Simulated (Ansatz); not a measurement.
LaZn: pressure and energy less free atoms against volume per atom

All results are calculated (Ansatz 0.2.0). Periodic Kohn-Sham DFT of a crystal at fixed atoms; pressure and stress are positive in compression; the energy is the free energy less that of spherical unpolarised free atoms; site moments are those in the method's own spheres, positive along +z.

Cell of the first row (space group Pm-3m, No. 221):
```
LaZn
1.0
      3.6734     0.0000     0.0000
      0.0000     3.6734     0.0000
      0.0000     0.0000     3.6734
La Zn
1 1
Direct
  0.50000 0.50000 0.50000
  0.00000 0.00000 0.00000
```

Settings of every row: method all-electron LAPW; functional LDA; relativity scalar; k mesh 9x9x9; filling fermi-dirac; smearing width 0.05 eV; basis error target 1 meV/atom; nucleus gaussian.

Atom start moment: 0 on all atoms.

Limits: no spin-orbit coupling on heavy atoms.

```csv
row,volume per atom (Å³),pressure (GPa),energy less free atoms (eV/atom)
1,24.785,-1.144,-3.971
2,25.313,-2.208,-3.9655
3,25.84,-3.165,-3.9566
4,26.104,?,?
5,26.367,-4.024,-3.9447
6,26.631,-4.42,-3.9378
7,26.895,-4.795,-3.9302
8,27.422,-5.488,-3.9132
9,27.949,-6.108,-3.8941
```

Question: what pressure and energy less free atoms should row 4 give?

Worked fit of pressure. Take u = (V_r/V)^(2/3) − 1 with V_r = 26.499 Å³ an atom, which is twice the finite (Eulerian) strain; such expansions in the strain, on which the Birch-Murnaghan equation of state is built, carry the rest volume and the bulk modulus. The shown rows have u = 0.04559, 0.031, 0.01693, 0.00333, -0.00331, -0.00984, -0.02257, -0.03489. Least squares give pressure = −4.2242 + 59.724 × u + 167.66 × u² + 96 × u³ GPa; a parabola predicts inner rows, each left out in turn, worse (root mean square 0.0017 against 0.00088 GPa). The rows lie off it by 0.000, 0.001, 0.000, -0.001, 0.000, 0.001, 0.000, 0.000. The withheld row has u = 0.01006, so the fit gives −4.2242 + 59.724 × (0.01006) + 167.66 × (0.01006)² + 96 × (0.01006)³ = -3.606 GPa.

The calculation gave -3.606 GPa. The fit meets it to the printed digit.

Worked fit of energy less free atoms. Take u = (V_r/V)^(2/3) − 1 with V_r = 26.499 Å³ an atom, which is twice the finite (Eulerian) strain; such expansions in the strain, on which the Birch-Murnaghan equation of state is built, carry the rest volume and the bulk modulus. The shown rows have u = 0.04559, 0.031, 0.01693, 0.00333, -0.00331, -0.00984, -0.02257, -0.03489. Least squares give energy less free atoms = −3.94135 − 1.0492 × u + 8.743 × u² eV/atom; a straight line predicts inner rows, each left out in turn, worse (root mean square 0.0045 against 3.4e-05 eV/atom). All shown rows lie on it to the printed digit. The withheld row has u = 0.01006, so the fit gives −3.94135 − 1.0492 × (0.01006) + 8.743 × (0.01006)² = -3.9510 eV/atom.

The calculation gave -3.951 eV/atom. The fit meets it to the printed digit.
